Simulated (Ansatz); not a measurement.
**Ligand exchange: C2H3F + GaH2I → C2H3I + GaH2F**

Species: C2H3F `C=CF`, singlet; GaH2I `[GaH2][I]`, singlet; C2H3I (vinyl iodide) `C=CI`, singlet; GaH2F `[F][GaH2]`, singlet. The partners trade F for I: C–F and Ga–I bonds give way to C–I and Ga–F.

Shapes, held fixed at every level: PBE0-D4/def2-TZVP. Programs: Ansatz 0.2.0. The zero-point and thermal change to 298 K, harmonic and unscaled (PBE0-D4/def2-TZVP), is -3.1 kJ/mol.

(1) Estimate ΔH(298 K) of this reaction.

Answers

(1) The highest level, CCSD(T)/def2-TZVPP, gives ΔH(298 K) = +8.6 kJ/mol; the levels span +8.6 to +45.5. The column of differences is taken from that level and isn't an error. No measured value is set beside it here. For atoms past krypton def2 sets carry core potentials with scalar relativity. Relativity is left out for Ga unless named. Correlated rows may include outer-core shells of Ga, I, which these sets cover unevenly.

```tsv
level	kind	ΔH(298 K) (kJ/mol)	less CCSD(T)/def2-TZVPP
HF/def2-SVP	Hartree–Fock	+45.5	+36.9
BHLYP-D4/def2-TZVPP	global hybrid	+25.0	+16.4
PBE0-D4/def2-TZVPP	global hybrid	+25.1	+16.5
r2SCAN0-D4/def2-TZVPP	global hybrid	+25.4	+16.8
MP2/def2-SVP	perturbation theory	+15.9	+7.3
CCSD(T)/def2-SVP	coupled cluster or CI	+23.0	+14.4
CCSD/def2-TZVPP	coupled cluster or CI	+12.2	+3.6
CCSD(T)/def2-TZVPP	coupled cluster or CI	+8.6	0.0
```

The exchange is endothermic at every level, but only modestly so at the highest, +8.6 kJ/mol. Both carbon and gallium bind fluorine much more strongly than iodine, so the reaction enthalpy is a small remainder of two large, opposing preferences. Fluorine's compact valence orbitals and high electronegativity favour the polar Ga–F bond, yet the vinyl C–F bond is also strong, helped by the sp2 carbon. The positive sign suggests that giving up C–F for C–I costs slightly more than replacing Ga–I with Ga–F gains.

The sign is therefore better supported than the magnitude. With coupled cluster, enlarging the basis lowers the value from +23.0 to +8.6 kJ/mol, probably because the more ionic fluoride in GaH2F needs the greater flexibility. The close agreement among the hybrids shows consistency, not accuracy, and a near-thermoneutral balance remains possible. The result concerns isolated monomers; association through halide bridges, common for gallium halides, could shift the preference in condensed phases.
